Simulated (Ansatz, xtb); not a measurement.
# Two isomers of C2H10BNSi

Structure a is `BN[SiH2]CC`, a singlet and structure b is `CBN[SiH2]C`, a singlet. Both are isolated molecules in the gas phase, relaxed with r2SCAN-D4/def2-SVP; each stands in its lowest conformer found.

a (Å):

```xyz
15

C     0.3576    0.6873    0.4478
C     1.4582    1.6783    0.8438
B    -2.0542   -1.2489   -0.9420
N    -1.4997   -0.2324   -1.7354
Si   -0.2330    0.9288   -1.3149
H    -1.6593   -1.4057    0.1910
H    -2.9223   -1.9569   -1.4010
H    -1.8733   -0.1504   -2.6806
H    -0.7686    2.3149   -1.5029
H     0.9060    0.7712   -2.2748
H    -0.5114    0.7798    1.1231
H     0.7118   -0.3527    0.5589
H     2.3473    1.5788    0.1998
H     1.7882    1.5190    1.8827
H     1.1139    2.7227    0.7670
```

b (Å):

```tsv
atom	x (Å)	y (Å)	z (Å)
C	-1.5760	-1.5124	-2.7716
C	0.0225	2.2365	0.3599
B	-2.0231	-0.0048	-2.7208
N	-1.4906	0.9169	-1.7912
Si	-0.2759	0.6228	-0.5435
H	-2.4549	-2.1680	-2.6371
H	-1.1869	-1.7541	-3.7768
H	-0.8144	-1.8124	-2.0332
H	-2.8589	0.4044	-3.5043
H	-1.8486	1.8686	-1.8417
H	0.9956	0.1314	-1.1568
H	-0.7500	-0.4237	0.4131
H	0.7764	2.1066	1.1525
H	-0.9010	2.6052	0.8353
H	0.3909	3.0160	-0.3265
```

Task: Estimate E(b) − E(a) at the level CCSD(T)/def2-SVP + ΔMP2/def2-TZVPP.

Result: Calculated at CCSD(T)/def2-SVP + ΔMP2/def2-TZVPP: E(b) − E(a) = −12.5 kcal/mol, so structure b lies lower.

Level by level:

| level | geometry | E(b) − E(a) (kcal/mol) | departure from the last row (kcal/mol) | job, with rough time for the two |
| --- | --- | --- | --- | --- |
| GFN2-xTB | GFN2-xTB | +0.2 | +12.7 | optimisation, 0.58 s |
| HF/STO-3G | GFN2-xTB | −10.9 | +1.6 | single point, 0.59 s |
| r2SCAN-D4/def2-SVP//GFN2-xTB | GFN2-xTB | −14.2 | −1.7 | single point, 4.2 s |
| r2SCAN-D4/def2-SVP | r2SCAN-D4/def2-SVP | −13.8 | −1.3 | optimisation, 72 s |
| HF/def2-SVP | r2SCAN-D4/def2-SVP | −12.6 | −0.1 | part of the CCSD(T) run |
| MP2/def2-SVP | r2SCAN-D4/def2-SVP | −11.9 | +0.6 | part of the CCSD(T) run |
| CCSD(T)/def2-SVP | r2SCAN-D4/def2-SVP | −11.4 | +1.1 | single point |
| CCSD(T)/def2-SVP + ΔMP2/def2-TZVPP | r2SCAN-D4/def2-SVP | −12.5 |  | single point, 60 s |

As drawn, b has 1 C–B, 1 C–H in place of 1 C–C, 1 B–H.

GFN2-xTB finds them nearly level. The largest departure from CCSD(T)/def2-SVP + ΔMP2/def2-TZVPP is that of GFN2-xTB, 12.7 kcal/mol. The last row adds to CCSD(T) the change of the MP2 difference between the two basis sets, here −1.1 kcal/mol.

With thermal terms from frequencies at re-optimised GFN2-xTB minima (ideal gas, soft modes damped towards free rotors, one conformer each, 298.15 K, 1 atm): the zero-point term adds −0.1 kcal/mol; ΔH is −12.3 and ΔG −12.9 kcal/mol.

The correlated steps freeze 9 core orbitals. Codes used: Ansatz 0.2.0, xtb 6.7.1; the last row on 2 threads of Intel(R) Xeon(R) Processor @ 2.70GHz on a shared host.

Isomer b is clearly favoured, and the preference follows from where the carbon sits. Moving a methyl group from the ethyl chain to boron exchanges a C–C and a B–H bond for a C–B and a C–H bond. The gain probably comes largely from replacing a hydridic B–H bond with a stronger C–H bond, while the new C–B bond roughly makes up for the lost C–C bond. Hyperconjugation from the methyl group into the formally empty boron p orbital should help, though nitrogen lone-pair donation into the same orbital, present in both isomers, limits it.

Hartree–Fock already recovers nearly the whole preference, so differential correlation is not its source. GFN2-xTB misses it through its energies rather than its structures, since r2SCAN-D4 on the same geometries favours b strongly; its balance of boron and carbon bond energies is the likely fault. Thermal terms barely alter the gap, so the preference is essentially electronic. It says nothing about whether a could rearrange to b at an accessible rate.
